**Error of MP2 and two functionals along a Ga–H stretch in H₃N–GaH₃**

The table holds energies of a rigid scan of one Ga–H bond at CCSD(T), MP2, PBE0-D4 and wB97M-V in the def2-TZVPP basis (Ansatz 0.2.0, Ga 3d correlated), each counted from the PBE0-D4 minimum structure. The program fits the error against CCSD(T) as F·u + c·u² in the displacement u, compares the predicted shift of the minimum, −F/k, with Morse fits, and sets this against a pure curvature error and a rigidly displaced well. For MP2 the two-term form (F = 0.154 eV/Å, c = 0.055 eV/Å²) matches all rows within rounding and shortens the bond by 0.011 to 0.012 Å, while the two alternatives miss by up to 36 and 23 meV. PBE0-D4 tilts the opposite way and wB97M-V weakly the same way, with residuals up to 0.7 meV. The energy components at the shortest bond show that the MP2 error there arises almost wholly in the step from MP2 to CCSD and that same-spin pairs carry 45 % of the MP2 change against 24 % of its total.

Rigid scan of one Ga–H bond in gas-phase H₃N–GaH₃ (SMILES [NH3+][GaH3-]), all other atoms fixed, computed with Ansatz 0.2.0 in the def2-TZVPP basis. MP2 and CCSD(T) use frozen cores, with the Ga 3d shell correlated. Each method's energies are relative to its own value at the PBE0-D4/def2-TZVP minimum, the row at 1.581 Å.

## Program and output

```python
# Table: rigid Ga-H stretch in H3N-GaH3, Ansatz 0.2.0, def2-TZVPP, energies (eV) from the PBE0-D4 minimum
# at CCSD(T), PBE0-D4, wB97M-V, MP2. Tested: the error against CCSD(T) is a force error (tilt) plus a small
# bow and moves the minimum by -F/k; alternatives: pure curvature error, rigidly displaced well.
T = {
    'x': [1.423, 1.455, 1.502, 1.556, 1.581, 1.616, 1.681, 1.75, 1.822, 1.898],  # Å
    'ccsd_t': [0.1934, 0.1146, 0.0393, 0.0021, 0.0, 0.0105, 0.0654, 0.1631, 0.2965, 0.462],  # eV
    'pbe0_d4': [0.2042, 0.1233, 0.0447, 0.0039, 0.0, 0.0082, 0.059, 0.1527, 0.2822, 0.4421],  # eV
    'wb97m_v': [0.1904, 0.1122, 0.0377, 0.0016, 0.0, 0.0112, 0.0678, 0.1675, 0.3038, 0.4729],  # eV
    'mp2': [0.1703, 0.0959, 0.0273, -0.0018, 0.0, 0.0159, 0.0813, 0.1906, 0.3368, 0.5164],  # eV
    'err': [-0.0231, -0.0187, -0.012, -0.0039, 0.0, 0.0054, 0.0159, 0.0275, 0.0403, 0.0544],  # eV
    't1': [0.012, 0.012, 0.012, 0.012, None, 0.012, 0.012, 0.012, 0.012, 0.013],
}
import numpy as np
from scipy.optimize import curve_fit
x0 = 1.58165  # reference bond length from the further outputs of the same runs
x = np.array(T['x'], float); i0 = int(np.argmin(abs(x - x0))); x[i0] = x0
E = {n: np.array(T[k], float) for n, k in [('CCSD(T)', 'ccsd_t'), ('MP2', 'mp2'), ('PBE0-D4', 'pbe0_d4'), ('wB97M-V', 'wb97m_v')]}
cc = E['CCSD(T)']; err = np.array(T['err'], float); u = x - x0
m = np.arange(len(x)) != i0  # the reference row is zero by construction in data and models
def lsq(cols, y):
    A = np.array(cols).T; p = np.linalg.lstsq(A[m], y[m], rcond=None)[0]; return p, y - A @ p
st = lambda r: "rms %.2f, worst %+.2f meV at %.3f" % (1e3*np.sqrt(np.mean(r[m]**2)), 1e3*r[np.argmax(abs(r))], x[np.argmax(abs(r))])
V = lambda r, D, a, re: D*(1 - np.exp(-a*(r - re)))**2
M = lambda r, D, a, re: V(r, D, a, re) - V(x0, D, a, re)
K = lambda r, D, a, re: 2*D*a*a*(2*np.exp(-2*a*(r - re)) - np.exp(-a*(r - re)))
print("reference x0 = %.4f A; longest/x0 = %.2f; rounding 0.05 meV per entry, 0.1 meV per difference" % (x0, x[-1]/x0))
p1, r1 = lsq([u], err); p2, r2 = lsq([u, u**2], err); pq, rq = lsq([u**2], err)
sl = np.diff(err)/np.diff(x)
print("x(A) | MP2-CC meV | % of CC | resid tilt | resid tilt+bow | slope to next eV/A | PBE0-CC | wB97M-CC meV")
for i in range(len(x)):
    pc = "%5.0f" % (100*err[i]/cc[i]) if m[i] else "    -"
    s = "%.3f+-%.3f" % (sl[i], 1e-4/(x[i+1] - x[i])) if i < len(sl) else "     -      "
    print("%.3f | %+6.1f | %s | %+5.2f | %+5.2f | %s | %+5.1f | %+5.1f" % (T['x'][i], 1e3*err[i], pc, 1e3*r1[i], 1e3*r2[i], s, 1e3*(E['PBE0-D4'][i]-cc[i]), 1e3*(E['wB97M-V'][i]-cc[i])))
print("MP2 error slope last/first segment = %.2f" % (sl[-1]/sl[0]))
t1 = [t for t in T['t1'] if t is not None]; print("T1 range %.3f to %.3f" % (min(t1), max(t1)))
P = {n: curve_fit(M, x[m], y[m], p0=[3.0, 1.5, 1.57])[0] for n, y in E.items()}
pc = P['CCSD(T)']; k0 = K(x0, *pc); kc = K(pc[2], *pc)
print("Morse fits: minimum, curvature at own minimum, energy of minimum relative to x0")
for n, p in P.items():
    k = K(p[2], *p)
    print("%-8s re %.4f A, k %.2f eV/A^2 (%+.1f%%, frequency %+.1f%%), %+.2f meV; %s" % (n, p[2], k, 100*(k/kc-1), 100*(np.sqrt(k/kc)-1), -1e3*V(x0, *p), st(E[n]-M(x, *p))))
print("CCSD(T) curvature eV/A^2: %.1f at %.3f, %.2f at x0, %.1f at %.3f" % (K(x[0], *pc), x[0], k0, K(x[-1], *pc), x[-1]))
print("Error = F u + c u^2 with u = x - x0; shift of minimum -F/k against Morse shift")
for n in ['MP2', 'PBE0-D4', 'wB97M-V']:
    p, r = lsq([u, u**2], err if n == 'MP2' else E[n] - cc)
    print("%-8s F %+.3f eV/A, c %+.3f eV/A^2, 2c/k %+.1f%%, shift %+.4f vs %+.4f A; %s" % (n, p[0], p[1], 200*p[1]/k0, -p[0]/k0, P[n][2]-pc[2], st(r)))
print("MP2 at %.3f: tilt part %.1f meV, bow part %.1f meV" % (x[-1], 1e3*p2[0]*u[-1], 1e3*p2[1]*u[-1]**2))
S = lambda r, d: V(r + d, *pc) - V(x0 + d, *pc) - M(r, *pc)
d = curve_fit(S, x[m], err[m], p0=[0.01])[0][0]
print("One-parameter models of the MP2 error")
print("tilt only: F %.3f eV/A; %s" % (p1[0], st(r1)))
print("curvature only: c %.3f eV/A^2; %s" % (pq[0], st(rq)))
print("displaced CCSD(T) well: shortened by %.4f A; %s" % (d, st(err - S(x, d))))
# further outputs of the same runs (eV): [minimum, row 1.423]
O = {'HF': (-53911.6227, -53911.3696), 'SS': (-3.225975, -3.263509), 'OS': (-10.03166, -10.07688),
     'CCSD': (-13.89979, -13.95746), 'T': (-0.46349, -0.46541), 'D4': (-0.088879, -0.089419)}
D = {k: b - a for k, (a, b) in O.items()}; c2 = D['SS'] + D['OS']; c3 = D['CCSD'] + D['T']
print("Row 1.423 relative to the minimum (eV), this row only")
print("HF %+.4f, MP2 corr %+.4f, CCSD corr %+.4f, triples %+.4f, D4 %+.4f" % (D['HF'], c2, D['CCSD'], D['T'], D['D4']))
print("sums: MP2 %.4f (table %.4f), CCSD(T) %.4f (table %.4f); HF-CCSD(T) %+.4f" % (D['HF']+c2, E['MP2'][0], D['HF']+c3, cc[0], -c3))
print("MP2-CCSD %+.4f, CCSD-CCSD(T) %+.4f, total %+.4f (table %+.4f)" % (c2-D['CCSD'], -D['T'], c2-c3, err[0]))
t2 = O['SS'][0] + O['OS'][0]; t3 = O['CCSD'][0] + O['T'][0]
print("MP2/CCSD(T) correlation: total at minimum %.2f/%.2f = %.3f, change %.2f" % (t2, t3, t2/t3, c2/c3))
print("MP2 change: same spin %+.4f, opposite spin %+.4f" % (D['SS'], D['OS']))
print("same-spin share: %.0f%% of total, %.0f%% of change" % (100*O['SS'][0]/t2, 100*D['SS']/c2))
print("relative change: same spin %.2f%%, opposite spin %.2f%%" % (100*D['SS']/O['SS'][0], 100*D['OS']/O['OS'][0]))
assert np.all(sl > 0) and np.all(err[:i0] < 0) and np.all(err[i0+1:] > 0)
assert sl[-1] > sl[0]
assert P['MP2'][2] < pc[2] < P['PBE0-D4'][2]
assert abs(c2 - c3 - err[0]) < 3e-4
```

Printed output:

```
reference x0 = 1.5817 A; longest/x0 = 1.20; rounding 0.05 meV per entry, 0.1 meV per difference
x(A) | MP2-CC meV | % of CC | resid tilt | resid tilt+bow | slope to next eV/A | PBE0-CC | wB97M-CC meV
1.423 |  -23.1 |   -12 | +3.00 | +0.02 | 0.137+-0.003 | +10.8 |  -3.0
1.455 |  -18.7 |   -16 | +2.14 | -0.02 | 0.143+-0.002 |  +8.7 |  -2.4
1.502 |  -12.0 |   -31 | +1.10 | -0.05 | 0.150+-0.002 |  +5.4 |  -1.6
1.556 |   -3.9 |  -186 | +0.32 | +0.03 | 0.152+-0.004 |  +1.8 |  -0.5
1.581 |   +0.0 |     - | +0.00 | +0.00 | 0.157+-0.003 |  +0.0 |  +0.0
1.616 |   +5.4 |    51 | -0.25 | +0.03 | 0.162+-0.002 |  -2.3 |  +0.7
1.681 |  +15.9 |    24 | -0.44 | +0.01 | 0.168+-0.001 |  -6.4 |  +2.4
1.750 |  +27.5 |    17 | -0.20 | -0.06 | 0.178+-0.001 | -10.4 |  +4.4
1.822 |  +40.3 |    14 | +0.76 | -0.01 | 0.186+-0.001 | -14.3 |  +7.3
1.898 |  +54.4 |    12 | +2.36 | +0.02 |      -       | -19.9 | +10.9
MP2 error slope last/first segment = 1.35
T1 range 0.012 to 0.013
Morse fits: minimum, curvature at own minimum, energy of minimum relative to x0
CCSD(T)  re 1.5753 A, k 13.51 eV/A^2 (+0.0%, frequency +0.0%), -0.27 meV; rms 0.36, worst -0.54 meV at 1.502
MP2      re 1.5643 A, k 14.24 eV/A^2 (+5.4%, frequency +2.6%), -2.09 meV; rms 0.41, worst -0.65 meV at 1.502
PBE0-D4  re 1.5800 A, k 13.30 eV/A^2 (-1.6%, frequency -0.8%), -0.02 meV; rms 0.19, worst -0.35 meV at 1.502
wB97M-V  re 1.5739 A, k 13.64 eV/A^2 (+1.0%, frequency +0.5%), -0.41 meV; rms 0.40, worst -0.66 meV at 1.502
CCSD(T) curvature eV/A^2: 24.2 at 1.423, 13.17 at x0, 2.6 at 1.898
Error = F u + c u^2 with u = x - x0; shift of minimum -F/k against Morse shift
MP2      F +0.154 eV/A, c +0.055 eV/A^2, 2c/k +0.8%, shift -0.0117 vs -0.0110 A; rms 0.03, worst -0.06 meV at 1.750
PBE0-D4  F -0.066 eV/A, c +0.014 eV/A^2, 2c/k +0.2%, shift +0.0050 vs +0.0047 A; rms 0.31, worst +0.68 meV at 1.822
wB97M-V  F +0.023 eV/A, c +0.034 eV/A^2, 2c/k +0.5%, shift -0.0017 vs -0.0014 A; rms 0.21, worst -0.41 meV at 1.750
MP2 at 1.898: tilt part 48.9 meV, bow part 5.5 meV
One-parameter models of the MP2 error
tilt only: F 0.165 eV/A; rms 1.54, worst +3.00 meV at 1.423
curvature only: c 0.511 eV/A^2; rms 17.33, worst -35.95 meV at 1.423
displaced CCSD(T) well: shortened by 0.0146 A; rms 11.74, worst +23.49 meV at 1.898
Row 1.423 relative to the minimum (eV), this row only
HF +0.2531, MP2 corr -0.0828, CCSD corr -0.0577, triples -0.0019, D4 -0.0005
sums: MP2 0.1703 (table 0.1703), CCSD(T) 0.1935 (table 0.1934); HF-CCSD(T) +0.0596
MP2-CCSD -0.0251, CCSD-CCSD(T) +0.0019, total -0.0232 (table -0.0231)
MP2/CCSD(T) correlation: total at minimum -13.26/-14.36 = 0.923, change 1.39
MP2 change: same spin -0.0375, opposite spin -0.0452
same-spin share: 24% of total, 45% of change
relative change: same spin 1.16%, opposite spin 0.45%
```
